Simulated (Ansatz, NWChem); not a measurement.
**Abstraction of F: GaH(CH3)F + CH3 → GaH(CH3) + CH3F**

Species: GaH(CH3)F, singlet; CH3 (methyl radical) `[CH3]`, doublet; GaH(CH3), doublet; CH3F (fluoromethane) `CF`, singlet. A radical takes F: the energy is the difference in strength between the Ga–F bond broken and the C–F bond made.

Shapes, held fixed at every level: PBE0-D4/def2-TZVP. Programs: Ansatz 0.2.0, NWChem 7.3.0. A level may come from different programs for different species; with the same settings they agree closely. Electronic energies: no zero-point or thermal term.

```tsv
level	kind	ΔE (kJ/mol)
HF/def2-SVP	Hartree–Fock	+113.9
B3LYP-D4/def2-TZVPP	global hybrid	+91.3
PBE0-D4/def2-TZVPP	global hybrid	+86.7
r2SCAN0-D4/def2-TZVPP	global hybrid	+105.2
wB97X-V/def2-TZVPP	range-separated hybrid	+95.6
MP2/def2-SVP	perturbation theory	+105.2
CCSD(T)/def2-SVP	coupled cluster or CI	+99.2
MP2/def2-TZVPP	perturbation theory	+105.8
```

MP2/def2-TZVPP gives ΔE = +105.8 kJ/mol; the levels span +86.7 to +113.9. The median of the levels is +102.2. No measured value is set beside it here. Open shells run unrestricted unless RO is named. Relativity is left out for Ga unless named. Correlated rows may include outer-core shells of Ga, which these sets cover unevenly.

Fluorine transfer from gallium to methyl is clearly uphill in electronic energy at every level, so the Ga–F bond broken is stronger than the C–F bond made. Both bonds are polar, but gallium is much more electropositive than carbon, which gives Ga–F the larger ionic contribution. Donation from the fluorine lone pairs into the formally empty 4p orbital of three-coordinate gallium probably adds to it, whereas the saturated carbon of CH3F has no comparable low-lying acceptor. The abstraction also takes Ga(III) to a less favourable Ga(II) radical.

In the def2-SVP basis the energy falls from +113.9 kJ/mol with Hartree–Fock to +99.2 with CCSD(T), which suggests that correlation favours the more covalent C–F bond over the more ionic Ga–F bond. MP2 recovers only part of this lowering, and its near-constancy between the two basis sets doesn't establish basis convergence for CCSD(T). The sign is therefore secure, the exact bond-strength difference less so. The reverse abstraction is downhill in electronic energy, but its rate would depend on a barrier not computed here.
